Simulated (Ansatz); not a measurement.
## From the elastic tensor of C to moduli and sound speeds

These are results of Ansatz 0.2.0, DFT LDA, scalar-relativistic, plane waves, PAW, not measurements. Plane waves to 420 eV; Γ-centred k mesh 12×12×12; fixed occupations. No spin polarisation.

Symmetry: Fd-3m, No. 227, cubic system. The conventional cell has a = 3.532 Å, b = 3.532 Å, c = 3.532 Å, α = 90.00°, β = 90.00°, γ = 90.00°. C (site symmetry -43m) is surrounded by 4 C at 1.53 Å.

Relaxed-ion constants (GPa, on the Cartesian axes of the calculation):
C11 = 1106.3, C12 = 148.0, C13 = 148.0, C22 = 1106.3, C23 = 148.0, C33 = 1106.3, C44 = 592.3, C55 = 592.3, C66 = 592.3 GPa; the others vanish.

Density 3.622 g/cm³; 2 atoms in 11.01 Å³.

The values that follow are for a polycrystal of randomly turned grains, by Hill's mean where one number stands.

| Quantity | Value |
| --- | --- |
| Bulk modulus, Voigt / Reuss / Hill | 467.4 / 467.4 / 467.4 GPa |
| Shear modulus, Voigt / Reuss / Hill | 547.1 / 541.2 / 544.1 GPa |
| Young's modulus | 1176 GPa |
| Poisson ratio | 0.081 |
| Pugh ratio B/G | 0.86 |
| Universal anisotropy index | 0.05 |
| Longitudinal and transverse sound speeds | 18148 and 12257 m/s |
| Debye temperature from the mean sound speed | 2255 K |

Cost: 1 run of about 0.13 core-minutes, on Intel Xeon Platinum 8488C (Sapphire Rapids) (shared hosts).

The tensor describes a solid that resists shear even more strongly than compression: the shear modulus of 544.1 GPa exceeds the bulk modulus of 467.4 GPa, which is rare among solids. The cause lies in the short, strongly directional sp³ bonds of diamond. Shear must bend the tetrahedral bond angles as well as stretch bonds, and carbon, with no p shell in its core, holds its valence electrons close and makes that bending costly. The same angular stiffness puts C44 far above C12, against the Cauchy relation expected for purely central forces. The small remaining anisotropy makes the crystal stiffest along ⟨111⟩, the bond direction. Stiff bonds between light atoms also account for the very high sound speeds and Debye temperature.

The lattice constant is slightly shorter and the bulk modulus somewhat higher than experiment gives for diamond, as expected from LDA overbinding. The constants satisfy the conditions for stability against small homogeneous strains, but they don't determine hardness or fracture strength, which depend on large strains and defects.
